**Question**

DMFT papers with a QMC impurity solver often skip analytic continuation and plot $-\beta G(\beta/2)/\pi$ as "the spectral weight at the Fermi level". When is that really $A(0)$? And does it separate metallic from insulating V$_2$O$_3$ at 400 K, or is that too hot?

**Answer**

It is an exact average of $A$ over a window of rms width $\pi k_BT$. It equals $A(0)$ only if $A$ has no structure on that scale. At 400 K both phases of V$_2$O$_3$ have such structure, so it works as an indicator of the phase and not as a value of $A(0)$.

## Conventions and the exact relation

Take one spin-orbital, $\beta=1/k_BT$, energies $\varepsilon$ counted from the chemical potential, $\int A\,d\varepsilon=1$, and $G(\tau)=-\langle c(\tau)c^\dagger(0)\rangle$ for $0<\tau<\hbar\beta$. Then

$$G(\tau)=-\int d\varepsilon\,A(\varepsilon)\,\frac{e^{-\varepsilon\tau/\hbar}}{1+e^{-\beta\varepsilon}} .$$

At the midpoint, $G_{1/2}\equiv G(\hbar\beta/2)$, the factor is $1/[2\cosh(\beta\varepsilon/2)]$, whose integral over $\varepsilon$ is $\pi/\beta$. Hence

$$\bar A\equiv-\frac{\beta}{\pi}G_{1/2}=\int d\varepsilon\,K(\varepsilon)A(\varepsilon),\qquad K(\varepsilon)=\frac{\beta}{2\pi\cosh(\beta\varepsilon/2)},\qquad\int K\,d\varepsilon=1 .$$

The midpoint is special because the kernel is even only there. At other $\tau$ its mean is $\pi k_BT\cot(\pi\tau/\hbar\beta)$, and the slope $A'(0)$ enters at first order in $T$. At the midpoint the odd part of $A$ drops out completely, which matters for a system without particle-hole symmetry.

## Dimensional analysis

$G$ is dimensionless and $A$ has the unit J$^{-1}$. The kernel holds one scale, $k_BT$. For a given spectral shape, $-G_{1/2}=\pi k_BT\bar A$ therefore depends only on the ratios of the spectral energies to $k_BT$: a peak width $w$, an edge distance $\Delta$, a bandwidth $D$.

At 400 K, $k_BT=5.52\times10^{-21}$ J and $\hbar\beta=1.91\times10^{-14}$ s. I also quote electronvolts ($1\ \mathrm{eV}^{-1}=6.24\times10^{18}\ \mathrm{J}^{-1}$): $k_BT=0.0345$ eV, $\beta=29.0\ \mathrm{eV}^{-1}$.

The Fourier transform of the kernel gives all its moments:

$$\int K(\varepsilon)\cos(\varepsilon t)\,d\varepsilon=\operatorname{sech}(\pi k_BT\,t),\qquad\langle\varepsilon^2\rangle=(\pi k_BT)^2,\qquad\langle\varepsilon^4\rangle=5(\pi k_BT)^4 .$$

- The rms width is $\pi k_BT=1.73\times10^{-20}$ J $=0.108$ eV.
- The full width at half maximum is $4\operatorname{arcosh}(2)\,k_BT=5.27\,k_BT=0.182$ eV.
- The weight inside $|\varepsilon|<E$ is $(4/\pi)\arctan\tanh(\beta E/4)$, which is 0.74 for $E=\pi k_BT$. The rest decays as $(4/\pi)e^{-\beta E/2}$.
- The transport window $-\partial f/\partial\varepsilon$, with $f$ the Fermi function, has rms width $\pi k_BT/\sqrt3=1.81\,k_BT$ and a tail $e^{-\beta E}$. The kernel $K$ is wider by $\sqrt3$ and decays at half the rate.

## Temperature against the whole spectrum

Since $K\le\beta/2\pi$, one has $\bar A\le\beta/2\pi$, which is $4.62\ \mathrm{eV}^{-1}$ at 400 K. When $k_BT$ exceeds all spectral energies the bound is approached,

$$-G_{1/2}=\tfrac12\left[1-\tfrac18\beta^2M_2+\dots\right],\qquad M_2=\int\varepsilon^2A\,d\varepsilon ,$$

and $\bar A\to\beta/2\pi$ carries no information on $A(0)$. The crossover is at $k_BT\sim\sqrt{M_2/8}$. For the insulator model below, $M_2=1.46\ \mathrm{eV}^2$ and this is $5.0\times10^3$ K, far from our case.

In the opposite limit, for $A$ smooth at the Fermi level, a Taylor expansion under the integral gives

$$\bar A=A(0)+\frac{(\pi k_BT)^2}{2}A''(0)+\frac{5(\pi k_BT)^4}{24}A''''(0)+\dots$$

A peak is underestimated and a dip is overestimated. The series is in general only asymptotic, as the next case shows.

## Peak width against temperature

Take $A=A_0w^2/(\varepsilon^2+w^2)$ and $s=w/\pi k_BT$. Write the Lorentzian as $w\int_0^\infty e^{-wt}\cos(\varepsilon t)\,dt$, use the transform above, and expand $\operatorname{sech}u=2\sum_{n\ge0}(-1)^ne^{-(2n+1)u}$:

$$\frac{\bar A}{A_0}=F(s)=s\int_0^\infty e^{-su}\operatorname{sech}u\,du=\frac s2\left[\psi\!\left(\tfrac{s+3}{4}\right)-\psi\!\left(\tfrac{s+1}{4}\right)\right],$$

with $\psi$ the digamma function.

- **Wide peak, $s\gg1$:** $F=1-s^{-2}+5s^{-4}-61s^{-6}+\dots$ The coefficients are the Euler numbers, which grow factorially, so the series diverges for every $s$. The second correction exceeds the first once $s<\sqrt5=2.24$.
- **Narrow peak, $s\ll1$:** $F=\frac\pi2s-1.83\,s^2+\dots$, where 1.83 is $\int_0^\infty u\operatorname{sech}u\,du$. The leading term is the peak weight $\pi wA_0$ times $K(0)$, divided by $A_0$. One reads the area of the peak and no longer its height.
- **Crossover:** $F(1)=\ln2=0.693$, $F(2)=4-\pi=0.858$, $F(3)=3(1-\ln2)=0.921$, $F(10)=0.990$.

## Gap against temperature

For $|\varepsilon|>0$, $1/[2\cosh(\beta\varepsilon/2)]=\sum_{n\ge0}(-1)^ne^{-(n+1/2)\beta|\varepsilon|}$. Let an edge lie at distance $\Delta$ from the chemical potential, with $A=C(|\varepsilon|-\Delta)^p$ beyond it. Term by term, this edge contributes

$$\bar A=\frac{2C}{\pi}\,\Gamma(p+1)\,(2k_BT)^p\,e^{-\beta\Delta/2}\left[1-3^{-(p+1)}e^{-\beta\Delta}+\dots\right].$$

Three points follow.

1. $\Delta$ is the distance to the nearest edge. With the chemical potential in the middle of a gap $E_g$, the factor is $e^{-\beta E_g/4}$.
2. The exponent is half that of the thermal occupation $e^{-\beta\Delta}$ of states at the edge. An insulator looks less insulating in $\bar A$ than in its carrier density.
3. The exponential comes with a power, $T^p$ in $\bar A$ and $T^{p+1}$ in $G_{1/2}$. For a spectrum that does not change with temperature, the apparent edge from an Arrhenius plot is $-2\,\partial_\beta\ln(-G_{1/2})\simeq\Delta+2(p+1)k_BT$, or $\Delta+2p\,k_BT$ if $\bar A$ is plotted.

For $\beta\Delta\ll1$ the gap is not resolved and $\bar A\propto T^p$, the law for a spectrum that vanishes as $|\varepsilon|^p$. The Taylor series does not apply there for non-even $p$, and inside a hard gap all its terms vanish. The crossover is at $\beta\Delta/2\sim1$.

An interacting spectrum does change with temperature. In eigenstates of $H-\mu N$, with partition function $\mathcal Z$,

$$-G_{1/2}=\frac1{\mathcal Z}\sum_{m,n}e^{-\beta(E_m+E_n)/2}\,|\langle m|c^\dagger|n\rangle|^2 .$$

For a finite system, the pair of ground state and lowest charged state has weight $e^{-\beta\Delta/2}$. Weight near $\varepsilon=0$ needs $E_m\approx E_n$, and one of the two states is charged, so both lie at least $\Delta$ up and the weight is $e^{-\beta\Delta}$. Thermal filling of the gap is subleading for $\beta\Delta\gg1$, but not safely so at $\beta\Delta\approx3$.

## The metal at 400 K

At this temperature the comparison is between the paramagnetic metal (pure V$_2$O$_3$) and the paramagnetic insulator (a few per cent Cr on the V sites). The real problem has three $t_{2g}$ orbitals with two electrons per V, and one forms $\bar A$ for each orbital. I use a half-filled single band as a stand-in, with these inputs: a semicircular density of states of half-width $D=1.0$ eV $=1.60\times10^{-19}$ J (approximate $t_{2g}$ scale) and a quasiparticle weight $Z=0.2$ (typical).

With a local self-energy, $A=-\frac1\pi\operatorname{Im}G_0(z)$, where $G_0(z)=2(z-\sqrt{z^2-D^2})/D^2$. In a Fermi liquid $z=\varepsilon/Z+i\gamma$ with $\gamma=\kappa(\varepsilon^2+\pi^2k_B^2T^2)/(Z^2D)$. The number $\kappa$ is of order one, and I assume $\kappa=1$. Then

$$A=\frac{2}{\pi D^2}\left[\operatorname{Re}\sqrt{D^2-z^2}-\gamma\right]\simeq\frac{2}{\pi D}\left[1-\kappa x^2-\left(\kappa+\tfrac12\right)\frac{\varepsilon^2}{Z^2D^2}\right],\qquad x=\frac{\pi k_BT}{ZD}.$$

At $T=0$ the height is pinned at $2/\pi D=0.637\ \mathrm{eV}^{-1}=3.97\times10^{18}\ \mathrm{J}^{-1}$, whatever $Z$ is. Averaging with $\langle\varepsilon^2\rangle=(\pi k_BT)^2$ gives

$$\bar A\simeq\frac{2}{\pi D}\left[1-\kappa x^2-\left(\kappa+\tfrac12\right)x^2\right].$$

There are two $T^2$ terms of similar size. The first is a true drop of $A(0,T)$. The second is smearing by the kernel. A single value of $G_{1/2}$ cannot separate them. Together they reach 10 % at $x=0.2$, that is at 148 K.

At 400 K, $x=0.54$, and the two terms are 0.29 and 0.44, in total 0.73. That is not small, so both must be resummed, and the quadratic form of $\gamma$ is itself being extrapolated. A simple resummation keeps the exact height at $\varepsilon=0$ and takes a Lorentzian shape with the low-temperature curvature.

- Height: with $g=\kappa x^2=0.293$, the factor is $\sqrt{1+g^2}-g=0.749$, so $A(0,T)=0.48\ \mathrm{eV}^{-1}$.
- Width: $w=ZD/\sqrt{\kappa+1/2}=0.163$ eV, so $s=1.51$ and $F=0.80$. The partial sums of the series are 1, 0.56 and 1.5, so the $A''$ term overshoots the correction about twofold and the next term ruins it.
- Result: $\bar A=0.38\ \mathrm{eV}^{-1}=2.4\times10^{18}\ \mathrm{J}^{-1}$, or $-G_{1/2}=0.041$. This is 0.60 of the pinned value.

The peak holds a weight $\pi wA(0,T)=0.24$. If the remainder sits in Hubbard bands beyond 0.5 eV, it adds less than $K(0.5\ \mathrm{eV})=0.0065\ \mathrm{eV}^{-1}$, which is negligible at this accuracy.

For this $w$, smearing is 1 % at $s=10$ (60 K), the series stops being useful at $s=\sqrt5$ ($2.7\times10^2$ K), and $s=1$ is reached at $6.0\times10^2$ K.

## The insulator at 400 K

Take two semicircular Hubbard bands, each of weight 1/2 and half-width $W=1.0$ eV, with inner edges at $\pm\Delta$. With $y=|\varepsilon|-\Delta$, $A=\sqrt{y(2W-y)}/\pi W^2$, so $p=1/2$, and $M_2=(\Delta+W)^2+W^2/4$. A normalised semicircle centred at zero has the Laplace transform $2I_1(bW)/bW$, with $I_1$ the modified Bessel function. With $b_n=(n+\frac12)\beta$,

$$-G_{1/2}=\sum_{n\ge0}(-1)^ne^{-b_n(\Delta+W)}\frac{2I_1(b_nW)}{b_nW}\simeq\sqrt{\frac2\pi}\left(\frac{\beta W}{2}\right)^{-3/2}\left[1-\frac{3}{4\beta W}\right]e^{-\beta\Delta/2}.$$

The last form is the $n=0$ term for $\beta W\gg1$. Here $\beta W/2=14.5$, the bandwidth correction is 0.026, and the prefactor of the exponential is 0.0141. The full sum gives:

| $\Delta$ (eV) | $\Delta$ ($10^{-20}$ J) | $e^{-\beta\Delta/2}$ | $-G_{1/2}$ | $\bar A$ (eV$^{-1}$) |
|---|---|---|---|---|
| 0 | 0 | 1 | $1.2\times10^{-2}$ | 0.11 |
| 0.05 | 0.80 | 0.48 | $6.5\times10^{-3}$ | 0.060 |
| 0.10 | 1.60 | 0.23 | $3.3\times10^{-3}$ | 0.030 |
| 0.20 | 3.20 | 0.055 | $7.7\times10^{-4}$ | 0.0071 |
| 0.30 | 4.81 | 0.013 | $1.8\times10^{-4}$ | 0.0017 |

In every row the true $A(0)$ is zero. As a typical gap of the paramagnetic insulator I take about 0.2 eV, so $\Delta=0.10$ eV, the value also used in $M_2$ above. For this row:

- $\beta\Delta/2=1.45$. The crossover $\beta\Delta/2=1$ is at 580 K, so 400 K is only just on the activated side.
- The single exponential is nevertheless accurate, since $3^{-3/2}e^{-\beta\Delta}=0.011$.
- The power law is not a detail. The term $3k_BT$ in the apparent edge exceeds $\Delta$ above $\Delta/3k_B=387$ K. An Arrhenius slope of $-G_{1/2}$ at 400 K returns 0.20 eV, twice the true edge, and a slope of $\bar A$ returns 0.13 eV.
- The model omits thermal filling. A rough scale for it is $e^{-\beta\Delta}=0.055$ times the band maximum $1/\pi W=0.32\ \mathrm{eV}^{-1}$, which is $0.017\ \mathrm{eV}^{-1}$ if no phase-space factor reduces it. That rivals the edge term, so the entry 0.030 is reliable to about a factor of two.

## Statistical floor

An illustrative statistical bar $\sigma=10^{-4}$ on $G$ becomes $\beta\sigma/\pi=9.2\times10^{-4}\ \mathrm{eV}^{-1}$ on $\bar A$. It grows as $1/T$ while an activated signal falls. At 400 K the signal equals the bar at $\Delta=2k_BT\ln(0.0141/\sigma)=0.34$ eV. Beyond that one obtains only a lower bound on $\Delta$, and each factor of ten in $\sigma$ moves the bound by $2k_BT\ln10=0.16$ eV.

## A test that needs no continuation

Two derivatives in $\tau$ bring down $\varepsilon^2/\hbar^2$, so

$$r=\frac{\hbar^2G''(\hbar\beta/2)}{(\pi k_BT)^2\,G_{1/2}}=\frac{\int\varepsilon^2KA\,d\varepsilon}{(\pi k_BT)^2\int KA\,d\varepsilon}.$$

A flat spectrum gives $G=-\pi k_BTA_0/\sin(\pi\tau/\hbar\beta)$ and $r=1$. For the Lorentzian, $\varepsilon^2A=w^2(A_0-A)$ gives $r=s^2(1-F)/F=0.57$. The insulator with $\Delta=0.10$ eV gives $r=4.1$. If the even part of $A$ falls monotonically from the Fermi level then $r<1$, and if it rises then $r>1$. A value far from 1 shows that $\bar A$ is not $A(0)$.

## Metal against insulator

The model's values are $2.4\times10^{18}\ \mathrm{J}^{-1}$ ($0.38\ \mathrm{eV}^{-1}$) for the metal and $1.9\times10^{17}\ \mathrm{J}^{-1}$ ($0.030\ \mathrm{eV}^{-1}$) for the insulator, a ratio of 13. A factor 3.4 of it is present already at $\Delta=0$ and comes from the square-root edge. Opening the gap supplies the remaining 3.7. The metal's value lies 20 % below its own $A(0,T)$, and the insulator's value is pure leakage from the edges.

These numbers belong to a one-band model whose $D$, $Z$ and $\Delta$ were chosen at typical scales of V$_2$O$_3$. The model overstates the contrast close to the transition. The first-order metal-insulator line typically ends near 400 to 450 K, where the two spectra merge, so near that line one should expect a factor of a few or less instead of 13. The hard-gap figure applies better deep in the insulator.